W₃O off its centre: an examination question with model answers

In the cubic model crystal W₃O each oxygen atom sits in the middle of a cage of twelve tungsten atoms. A density-functional calculation moves the two oxygen atoms of the cell in opposite directions along a face diagonal of the cube, while the tungsten atoms barely follow. The cell edges are held fixed.

The amplitude x is the distance each oxygen atom has moved. The energy change E is counted from the undisturbed cell. The force along the mode, F = −dE/dx, is the push on the whole motion, about twice the force on a single oxygen atom. Symmetry makes x and −x equivalent, so the rows at −0.13 and −0.26 Å also stand for the positive amplitudes, with the sign of F reversed.

A normal mode frozen into cubic W3O (A15 type, 8-atom cell, a = 4.831 Å), computed with Ansatz 0.2.0 by scalar-relativistic plane-wave PAW density functional theory: PBEsol, no spin polarisation, cutoff 420 eV, 8×8×8 k mesh, Gaussian smearing of 0.15 eV. Energy changes are free energies relative to the undisturbed cell; pressure is positive in compression.

```
amplitude (Å of the largest displacement)  energy change (meV a cell)  force along mode (eV/Å)  pressure (GPa)
                                    -0.26                      -345.1                   -2.555            0.39
                                    -0.13                       -88.5                   -1.352            0.05
                                        0                         0.0                    0.000           -0.04
                                   0.0325                        -5.6                    0.342           -0.03
                                    0.065                       -22.2                    0.683           -0.02
                                   0.0975                       -49.9                    1.021            0.01
                                   0.1625                      -137.7                    1.674            0.11
                                    0.195                      -197.2                    1.984            0.18
                                   0.2275                      -266.5                    2.279            0.27
```

Question 1. The force vanishes at x = 0. Does the cubic cell rest in a valley?

Answer. No. Along this motion it sits on top of a hill. At x = −0.13 Å the energy has fallen by 88.5 meV, and the force is negative too, so it pushes the oxygen atoms further out. In every displaced row the energy is lower than at the centre and the force points away from it.

Remark. The zero force follows from symmetry. If x and −x are equivalent, the centre has no reason to prefer either direction, whether it is a valley or a summit. A relaxation that preserves the cubic symmetry can therefore finish with zero forces on an unstable structure. Only a displacement that breaks the symmetry reveals the slope.

Question 2. Why should an oxygen atom leave the middle of its cage?

Answer. Probably because the cage is too roomy. The tungsten neighbours are 2.70 Å away, whereas a normal W–O bond is roughly 2 Å long (a rough, recalled value). At the centre oxygen has twelve long, weak contacts. By moving off centre it shortens some and lengthens others, and it gains if the shortened contacts strengthen by more than the lengthened ones weaken.

A simple picture gives each W–O pair an energy φ(r) that depends only on the distance r. A small shift along a bond contributes φ″ to the curvature of the energy, and a shift across it contributes φ′/r. Averaged over the twelve neighbours of this cubic site, one third of the squared shift lies along the bonds and two thirds across them. The curvature for one oxygen atom is then

12 × (φ″/3 + 2φ′/(3r)) = 4(φ″ + 2φ′/r)

At the bottom of the pair's energy well φ″ is positive, and the centre of the cage is a valley. Once the bond is stretched well past the inflection of φ, φ″ is negative. If it outweighs the attractive term 2φ′/r, the valley turns into a hill.

Remark. The distances come from the calculation, but the explanation by pairs is an argument. The forces on the tungsten atoms show its limit: pairs that act only along the lines between W and O would be expected to push some of these atoms in other directions than the calculation finds. The crystal has no band gap in any row, so a rearrangement of its metallic electrons probably contributes as well. For a related crystal the picture suggests a first guess: an atom much too small for its cage is a candidate for moving off centre.

Question 3. The amplitude doubles from 0.13 to 0.26 Å. What happens to the energy and the force?

Answer. On a perfectly parabolic hill the force would double and the energy drop would grow fourfold. The force actually grows by a factor of 1.89 and the energy drop by 3.90. The hill is still nearly parabolic, but its slope has begun to lag. In the pair picture, the approaching tungsten atoms may be leaving the range of distances where the attraction steepens fastest.

The simplest way to describe this lag is to add a fourth-power term to the energy:

E = −½kx² + ¼Bx⁴
F = kx − Bx³

Here k measures how sharply the hill falls away at its top, and B measures the growing resistance. A least-squares fit to the forces of all nine rows gives k = 10.59 eV/Å² and B = 11.2 eV/Å⁴. At an amplitude of 0.26 Å the two parts of the energy are

−½ × 10.59 × 0.26² = −0.358 eV
+¼ × 11.2 × 0.26⁴ = +0.013 eV

Their sum is −0.345 eV, and the table has −345.1 meV.

Remark. The force of this row was part of the fit, but its energy was not. The agreement shows that forces and energies describe the same smooth curve and that a fourth-power term is enough to follow it this far. It does not show why the resistance appears, because many mechanisms would give the same two terms. Nor is B a sharply fixed property of the crystal: it falls to 9.0 eV/Å⁴ when a sixth-power term is added to the energy.

Question 4. Where do the oxygen atoms come to rest?

Answer. The table does not reach that point. At 0.26 Å the force still pushes outward with 2.555 eV/Å, its largest size in the table. The shortest W–O distance has by then shrunk only to about 2.46 Å, still long for a bond. The drop of 345 meV per cell, or about 173 meV for each of the two oxygen atoms, is therefore a lower limit to the depth of the well.

It is tempting to follow the fitted curve to the place where its force vanishes. The fit of Question 3 puts that place at 0.97 Å. Adding a sixth-power term to the energy and fitting the same forces again moves it to 0.70 Å. Both curves follow the computed forces to within 0.003 eV/Å, yet they disagree by more than the whole range scanned on one side.

Remark. A good fit inside the data gives no licence to extrapolate far outside them. The way to find the minimum is to start from a displaced structure and relax the atoms and the cell without imposing cubic symmetry. This matters in practice too: a property calculated for the cubic cell belongs to the top of the hill, not to a structure in which the atoms would settle.

Question 5. What would change if the oxygen atoms were twice as heavy but formed the same bonds?

Answer. For the same displacements, no energy or force would change, because the atoms are held still at each point and their masses do not enter. The mass matters when the curvature is turned into a vibration, where it also slightly alters how far the tungsten atoms follow. In a valley, the wavenumber is proportional to the square root of curvature over mass. On a hill the curvature is negative and the root is imaginary, which marks an instability rather than an oscillation.

The curvature at the centre, taken from the fit with the sixth-power term, gives an imaginary wavenumber of size 297 cm⁻¹. A separate vibrational calculation for the same crystal gives the same value. With the same pattern of motion, doubling the oxygen mass would reduce it to about 211 cm⁻¹, but it would remain imaginary. A heavier atom leaves the summit more slowly, but it is no more stable there.

Remark. Replacing oxygen by sulfur would roughly double the mass, but it would also change the bonds. Sulfur is larger and would fill the cage better, so the pair picture suggests a weaker instability. That is a guess, since the table holds no sulfur compound.

Question 6. The pressure rises as oxygen moves outward. Does a larger cell therefore make the hill steeper?

Answer. Hardly, if steepness is measured per ångström of displacement. The calculated pressure describes a uniform stretching of the whole crystal, in which the displacement x grows along with the cell edges. Stretching the cell thus carries the oxygen atoms further down a hill that is already there, and this alone adds a pressure of

Fx/(3V)

where V = 8 × 14.10 = 112.8 Å³ is the cell volume. The factor of three appears because a length grows by one third of the relative growth in volume.

With the unrounded pressures of the calculation, this contribution at 0.065 Å is 0.021 GPa out of a total rise of 0.022 GPa. Almost nothing is left over, so the initial steepness hardly depends on the volume. At 0.26 Å the contribution is 0.31 GPa out of 0.42 GPa, which leaves a clear remainder. At the same displacement in ångströms, a slightly larger cell has a lower energy relative to its own cubic state, as it would if the resistance of Question 3 eased when the cage expands.

Remark. This result limits the rule that a roomier cage is worse for the centre. The weak effect of volume is, however, a balance of stronger ones, as the pressures along the separate cube axes show.

At 0.26 Å the crystal pushes outward with 1.42 GPa along the cube axis perpendicular to the motion, but pulls slightly inward along the other two. Stretching the displacement can add pressure only along those other two. At a fixed displacement in ångströms, the hill therefore becomes deeper when the cell grows along the perpendicular axis and shallower when it grows along the others. In a uniform expansion these effects largely cancel. A shear stress appears as well, so a released cell would not simply swell as a larger cube.

Question 7. Which digits can be trusted, and which conclusions could other settings change?

Answer. The instability itself is far larger than the numerical uncertainty that can be checked here. Removing the effect of the electronic smearing changes the energy drop at 0.26 Å by only 0.75 meV, about 0.2 % of the total. The departure from a parabola deserves less confidence. It is only about 12 meV in the same row, and the smearing correction makes the drop smaller at small amplitudes but larger at 0.26 Å. Both changes reduce the departure, so the correction weighs far more heavily on it than on the total drop. Near the centre this departure disappears into the rounding and the uncertainty of the fit.

The third digit of the energy drop is therefore useful for comparing rows, but it is not a forecast of that accuracy for a real crystal. Magnetism and spin–orbit coupling were left out from the start, although tungsten is a heavy element. No denser k mesh, higher wave cutoff or other functional was tried. The PAW datasets were made for the PBE functional, not for PBEsol, and the effect of this mismatch was not tested. Thermal and zero-point motion are absent too.

Remark. The direction of motion is also a choice. In a cubic crystal this vibration has three equivalent components, so near the centre the hill falls equally steeply in every direction they span. Further out, the fourth-power terms can favour one direction over another. The scan follows a face diagonal only, so it shows that the cubic cell is unstable in this calculation, but not which way down is best.
